**Q.** I have six rows for the 5s level of doubly charged ions, with the names removed, and a list of candidates. Can the numbers alone name them?

All-electron Dirac Kohn-Sham calculations with Quantum ESPRESSO ld1.x 7.5 for the doubly charged ions In2+ to Xe2+, using the PBEsol functional, spherical densities, no spin polarisation and a point nucleus. In open shells the subshell of lower j is filled first. Eigenvalues are negative for bound levels. Candidates: In2+, Sn2+, Sb2+, Te2+, I2+, Xe2+.

| row | eigenvalue (5s1/2) (eV) | mean radius (5s1/2) (bohr) | mean inverse radius (5s1/2) (1/bohr) |
| --- | --- | --- | --- |
| A | -23.680 | 2.3295 | 0.55311 |
| B | -26.155 | 2.2083 | 0.58506 |
| C | -29.381 | 2.0861 | 0.62185 |
| D | -32.546 | 1.9765 | 0.65909 |
| E | -39.208 | 1.7860 | 0.73547 |
| F | -35.871 | 1.8760 | 0.69733 |

**A.** The eigenvalue $\varepsilon$ is a relativistic Kohn-Sham level of a spherical, spin-unpolarised ion. With a functional such as PBEsol it lies several eV above minus the energy needed to remove the electron, so a direct match against spectra would mislead. What can be used is how $\varepsilon$, the mean radius $\langle r\rangle$ and the mean inverse radius $\langle 1/r\rangle$ of the 5s1/2 orbital change from row to row. All three sort alike: A, B, C, D, F, E, from shallow and large to deep and small. The gaps in $\varepsilon$ are 2.475, 3.226, 3.165, 3.325 and 3.337 eV, against a rounding of 0.001 eV.

**Q.** Which end is indium? More electrons could mean more screening.

**A.** Each step along the list adds a proton and an electron. With frozen orbitals, in atomic units, the proton lowers the level by $\langle 1/r\rangle$ and the electron raises it by the Coulomb integral $F^0=\langle 1/r_>\rangle$, where $r_>$ is the larger of the two electron radii:

$$\Delta\varepsilon \approx -\langle 1/r\rangle + F^0 .$$

If the new electron sits wholly inside the 5s orbital, $r_>=r$, the proton is cancelled and the level stays. If it sits far outside, $F^0\to 0$ and the level drops by the full $\langle 1/r\rangle$. Since $1/r_>\le 1/r$, everything between these limits deepens the level. This argument, which neglects relaxation and exchange-correlation, puts indium at A.

**Q.** Do the values themselves support that direction?

**A.** They do, through the one short gap, A to B, which is 0.758 of the mean of the other four. It is also the shortest in $\langle 1/r\rangle$ and $1/\langle r\rangle$, though not in $\langle r\rangle$. Only the step from In to Sn adds a 5s electron; the others add 5p. A 5s partner overlaps the orbital fully and lies nearer the inner limit than a more diffuse 5p, so its step should be short. To test this, $y = y_0 + a\,n_{5s} + b\,n_{5p}$, with $n$ the occupations, was fitted to $-\varepsilon$, $1/\langle r\rangle$ and $\langle 1/r\rangle$ for all 720 assignments, keeping those in which $a$ and $b$ share a sign; the output of the program that did this follows the text. The order A, B, C, D, F, E leaves a mean rms misfit of 0.21 % of each quantity's range, the reversed order 0.93 %, and the next assignment 10.5 %.

**Q.** Could the short gap be mere curvature?

**A.** A parabola in $Z$ has three parameters too, and is blind to direction. It leaves 0.11 eV rms in $\varepsilon$ against 0.046 eV for the step model. All six rows are in both fits, and $a$ absorbs row A exactly, so the test is whether the other five lie on a line. They miss it by up to 0.086 eV (row D), far above rounding.

**Q.** How sure is each name?

**A.** The sequence is sure, given six candidates and a monotonic trend. The fit prefers the direction by a factor of 4.3, which is suggestive; with the screening argument I take it as settled. A = In and B = Sn carry their own mark. C, D, F and E as Sb, Te, I and Xe follow by rank only, and one of them shown alone would be ambiguous. Nor are the columns three independent witnesses. For an s level in the hydrogenic limit $\varepsilon=-Z^2/2n^2$ and $\langle r\rangle=3n^2/2Z$, so $-\varepsilon\langle r\rangle^2=9n^2/8$ whatever the charge. Here the product stays between 125.1 and 128.5 eV bohr², and a power law with exponent $-1.91$ gives every $\varepsilon$ to about 0.4 % of its value. The implied $n\approx 2$ is bookkeeping: $\langle r\rangle\langle 1/r\rangle$ is 1.29 to 1.31, not the hydrogenic 1.5.

All-electron Dirac Kohn-Sham calculations with Quantum ESPRESSO ld1.x 7.5 for the doubly charged ions In2+ to Xe2+, using the PBEsol functional, spherical densities, no spin polarisation and a point nucleus. In open shells the subshell of lower j is filled first. Eigenvalues are negative for bound levels.

| species | Z | electrons | configuration | eigenvalue (5s1/2) (eV) | mean radius (5s1/2) (bohr) | mean inverse radius (5s1/2) (1/bohr) |
| --- | --- | --- | --- | --- | --- | --- |
| In2+ | 49 | 47 | [Kr] (4d3/2)4 (4d5/2)6 (5s1/2)1 | -23.680 | 2.3295 | 0.55311 |
| Sn2+ | 50 | 48 | [Kr] (4d3/2)4 (4d5/2)6 (5s1/2)2 | -26.155 | 2.2083 | 0.58506 |
| Sb2+ | 51 | 49 | [Kr] (4d3/2)4 (4d5/2)6 (5s1/2)2 (5p1/2)1 | -29.381 | 2.0861 | 0.62185 |
| Te2+ | 52 | 50 | [Kr] (4d3/2)4 (4d5/2)6 (5s1/2)2 (5p1/2)2 | -32.546 | 1.9765 | 0.65909 |
| I2+ | 53 | 51 | [Kr] (4d3/2)4 (4d5/2)6 (5s1/2)2 (5p1/2)2 (5p3/2)1 | -35.871 | 1.8760 | 0.69733 |
| Xe2+ | 54 | 52 | [Kr] (4d3/2)4 (4d5/2)6 (5s1/2)2 (5p1/2)2 (5p3/2)2 | -39.208 | 1.7860 | 0.73547 |

**Q.** The names hold. Does the frozen formula give the sizes too?

**A.** No. Take In to Sn with the orbitals of Sn2+; nothing is fitted. The table has $\langle 1/r\rangle=0.585$ per bohr, or 15.92 eV. Further output of the same calculation gives $F^0(5s,5s)=11.10$ eV. The predicted drop is $15.92-11.10=4.82$ eV and the actual one 2.475 eV, a ratio of 0.51. For Te to I the estimate is $18.98-11.85=7.13$ eV against 3.325 eV, a ratio of 0.47. The formula gets the sign and which step is shorter, and overshoots twofold. Relaxation should reduce the drop: the other shells contract around the new proton and screen more. The same output shows the 4d5/2 radius shrinking by 15.8 % from Sn to I, which fits that account without measuring it. The direct exchange-correlation term should work the other way, since added density makes that potential more negative and deepens the level; the numbers do not separate the two contributions.

The order of screening is visible: $F^0/\langle 1/r\rangle$ is 0.697 for 5s with 5s, 0.638 with 5p1/2 and 0.624 with 5p3/2, although the first comes from Sn2+ and the others from I2+. In a related series, if $\langle 1/r\rangle$ and the relaxation are similar, the step that adds the more compact electron should be the shorter one. Its size here may owe something to the settings, since the lone 5s electron of In2+ is treated without spin polarisation.

**Q.** Can one see where 5p3/2 begins to fill?

**A.** Faintly. The gap grows by 0.160 eV from Sb→Te to Te→I, and the two $F^0$ values in I2+ differ by 0.265 eV, with the right sign. That difference is only part of the frozen estimate: carrying the ratio 0.638 over to Te2+ and including the growth of $\langle 1/r\rangle$ gives about 0.64 eV, four times the actual growth. Separate steps of 3.19 eV (5p1/2) and 3.33 eV (5p3/2) cut the rms to 0.011 eV, but with four parameters for six rows. The kink also belongs to the chosen configurations, which fill 5p1/2 first.

One feature lies outside the frozen formula. As the orbitals shrink, $\langle 1/r\rangle - F^0$ should scale up and lengthen each gap, yet Sb→Te is 0.061 eV shorter than Sn→Sb, while within 5p3/2 the gap grows by only 0.012 eV. Relaxation offers a partial reason. When the second 5p electron enters, the mean radius of 5p1/2 falls from 2.433 to 2.286 bohr, so the first 5p electron screens 5s more than before; in Sn→Sb there was no earlier 5p electron to do this. The exchange-correlation potential may also respond more to the first 5p electron than to the second. The outputs do not separate the two effects.

Output of the analysis:

```
rounding of a step: eps 0.001 eV, <r> 0.0001 bohr, <1/r> 0.00001, 1/<r> about 0.00003 1/bohr
step | d(-eps) eV | d<r> bohr | d(1/<r>) | d<1/r> | d(-eps)/mean<1/r> (atomic units)
In2+->Sn2+ 2.475 -0.1212 0.02356 0.03195 0.160
Sn2+->Sb2+ 3.226 -0.1222 0.02653 0.03679 0.196
Sb2+->Te2+ 3.165 -0.1096 0.02658 0.03724 0.182
Te2+->I2+ 3.325 -0.1005 0.02710 0.03824 0.180
I2+->Xe2+ 3.337 -0.0900 0.02686 0.03814 0.171
change of step, -eps [eV] [ 0.751 -0.061  0.16   0.012] ; first/mean of rest 0.758
change of step, 1/<r> [1/bohr] [ 2.97e-03  6.00e-05  5.20e-04 -2.40e-04] ; first/mean of rest 0.880
change of step, <1/r> [1/bohr] [ 0.00484  0.00045  0.001   -0.0001 ] ; first/mean of rest 0.850
Xe/In ratios: eps 1.656, <r> 0.767, <1/r> 1.330
line in Z (2 par) | rms [0.23744 0.00097 0.00181] in eV, 1/bohr, 1/bohr
   -eps coefficients [3.142] residuals eV [ 0.394 -0.273 -0.188 -0.165  0.019  0.214] worst In2+
parabola in Z (3 par) | rms [0.11152 0.00049 0.00076] in eV, 1/bohr, 1/bohr
   -eps coefficients [3.142 0.084] residuals eV [ 0.113 -0.217  0.036  0.059  0.075 -0.066] worst Sn2+
s,p steps (3 par) | rms [0.04637 0.00015 0.00042] in eV, 1/bohr, 1/bohr
   -eps coefficients [2.433 3.26 ] residuals eV [-0.     0.042  0.008 -0.086 -0.021  0.057] worst Te2+
s,p1/2,p3/2 steps (4 par) | rms [1.084e-02 4.000e-05 8.000e-05] in eV, 1/bohr, 1/bohr
   -eps coefficients [2.486 3.194 3.326] residuals eV [-0.    -0.011  0.022 -0.007 -0.008  0.004] worst Sb2+
261 of 720 assignments have s and p steps of one sign; best four (rank 0 = shallowest, In..Xe):
   ranks (0, 1, 2, 3, 4, 5) mean rms 0.21 % of range, s step 2.433 eV, p step 3.260 eV
   ranks (5, 4, 3, 2, 1, 0) mean rms 0.93 % of range, s step -3.527 eV, p step -3.077 eV
   ranks (5, 4, 3, 2, 0, 1) mean rms 10.47 % of range, s step -4.022 eV, p step -2.830 eV
   ranks (5, 4, 2, 3, 1, 0) mean rms 11.36 % of range, s step -4.160 eV, p step -2.761 eV
reversed order: 0.93 % of range, 4.3 times the best
F0/<1/r>: 5s-5s (Sn) 0.697, 5s-5p1/2 (I) 0.638, 5s-5p3/2 (I) 0.624
frozen step In->Sn: <1/r> 15.92 - F0 11.10 = 4.82 eV; actual 2.475 eV; actual/frozen 0.51
frozen step Te->I: <1/r> 18.98 - F0 11.85 = 7.13 eV; actual 3.325 eV; actual/frozen 0.47
F0(5s,5p1/2)-F0(5s,5p3/2) in I: 0.265 eV; step growth Sb->Te to Te->I: 0.160 eV
Sn->I contraction: 4d5/2 15.8 %, 5s 15.0 %; 5s levels -26.155, -35.87 eV
exponent of -eps vs <r>: -1.909 (hydrogenic -2); vs <1/r>: 1.778 (hydrogenic +2)
power-law error vs <r> % [ 0.1   0.36 -0.41 -0.34 -0.1   0.39]
-eps<r>^2 [eV bohr^2] [128.5 127.5 127.9 127.1 126.2 125.1] spread 2.7 %
effective n from -eps<r>^2 = 9n^2/8 hartree bohr^2: [2.049 2.041 2.044 2.038 2.031 2.021]
<r><1/r> [1.2885 1.292  1.2972 1.3027 1.3082 1.3135] (hydrogenic s: 1.5; nodeless Slater n=2: 1.25)
```
